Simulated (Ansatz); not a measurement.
## A film clamped to a substrate in C

Computed with Ansatz, DFT r2SCAN, scalar-relativistic, plane waves, PAW. Settings: plane waves to 500 eV, k-mesh 12×12×12 (Γ-centred), Gaussian smearing 0.05 eV. No spin polarisation. Energies are free energies at this smearing, counted from the undisturbed cell; pressure is positive in compression.

Reference structure (relaxed at this level):

```
C
1.0
     1.25567    0.72496   10.33600
    -1.25567    0.72496   10.33600
     0.00000   -1.44992   10.33600
C
10
Direct
  0.02482 0.02482 0.02482
  0.97518 0.97518 0.97518
  0.10870 0.10870 0.10870
  0.89130 0.89130 0.89130
  0.15837 0.15837 0.15837
  0.84163 0.84163 0.84163
  0.37485 0.37485 0.37485
  0.62515 0.62515 0.62515
  0.42533 0.42533 0.42533
  0.57467 0.57467 0.57467
```

The cell (10 atoms, V0 = 56.45 Å³) is strained by p along both x and y and by q along z, fractional coordinates fixed. τp = (1/V0) ∂E/∂p = (σxx + σyy)(1 + p)(1 + q) and τq = (1/V0) ∂E/∂q = σzz(1 + p)², with tension positive.

```csv
p,q,ΔE (meV/atom),τp (GPa),τq (GPa)
0.000,0.000,0.00,-0.01,0.00
-0.040,0.000,82.03,-122.37,-3.58
0.040,0.000,67.04,90.39,2.54
0.000,-0.040,39.97,-3.31,-59.62
0.000,0.040,32.87,2.62,44.46
```

**Question.** Get the second derivatives of the energy density.

**Answer.** Central differences give A = ∂τp/∂p = 2660 GPa (C11 + C22 + 2 C12), C = ∂τq/∂q = 1301 GPa (C33) and the cross term B = ∂τq/∂p = 77 GPa (C13 + C23); ∂τp/∂q = 74 GPa must equal B, and any difference shows higher-order terms. Steps this large leave an error of some per cent of A or C in all of these, which can swamp a small B. The ions are clamped.

**Question.** A film of this crystal grows with z along the normal on a substrate that imposes p. How does its thickness respond, and what does the misfit cost?

**Answer.** Count p and q from the stress-free cell. A free surface needs τq = 0, so q = −(B/C) p = -0.06 p. The energy density left is (A − B²/C) p²/2 = M p², with the biaxial modulus M = 1328 GPa; a misfit of 1 % costs 4.68 meV/atom, against 4.69 meV/atom if the thickness were held.

At p = 0.080 the energies along q are 402.8 (q = -0.080), 275.4 (q = -0.040), 242.9 (q = 0.000), 280.9 (q = 0.040), 370.9 (q = 0.080) meV/atom.

**Question.** Does the linear rule hold at this misfit?

**Answer.** A parabola through the lowest point and its neighbours has its minimum at q = -0.002, 242.8 meV/atom. With the stress left in the starting cell, τp0 and τq0, linear elasticity gives q = −(τq0 + Bp)/C = -0.005 and E = V0(τp0 p + τq0 q + Ap²/2 + Bpq + Cq²/2)/N = 299.3 meV/atom. The energies differ by more than a tenth, so the quadratic law fails here: the gap holds the anharmonic part, with some error from the wide steps. Cubic terms also shift the vertex of so wide a parabola.

Forces appear on the atoms along this scan, and letting them relax would lower the energy and soften the response.

The coordinates describe a diamond-type sp3 network of puckered bilayers joined by bonds along z, so both in-plane strain and normal strain work directly against strong covalent bonds. The coupling between them is weak, with B at 77 GPa against 1301 GPa for C, because carbon resists changes in bond angle almost as firmly as changes in bond length. The film therefore gains very little by adjusting its thickness, and nearly all the misfit energy stays in the in-plane distortion.

Compression costs more than equal extension along both strain paths, as expected for bonds whose repulsive wall is steeper than their attractive side. The same softening in tension explains why the scan at p = 0.080 reaches 242.8 meV/atom where the quadratic law predicts 299.3 meV/atom; under compressive misfit the law would probably err the other way. Internal relaxation need not weaken the thickness response: bilayers free to flatten under in-plane tension would probably increase the Poisson contraction, even as the overall energy cost falls.
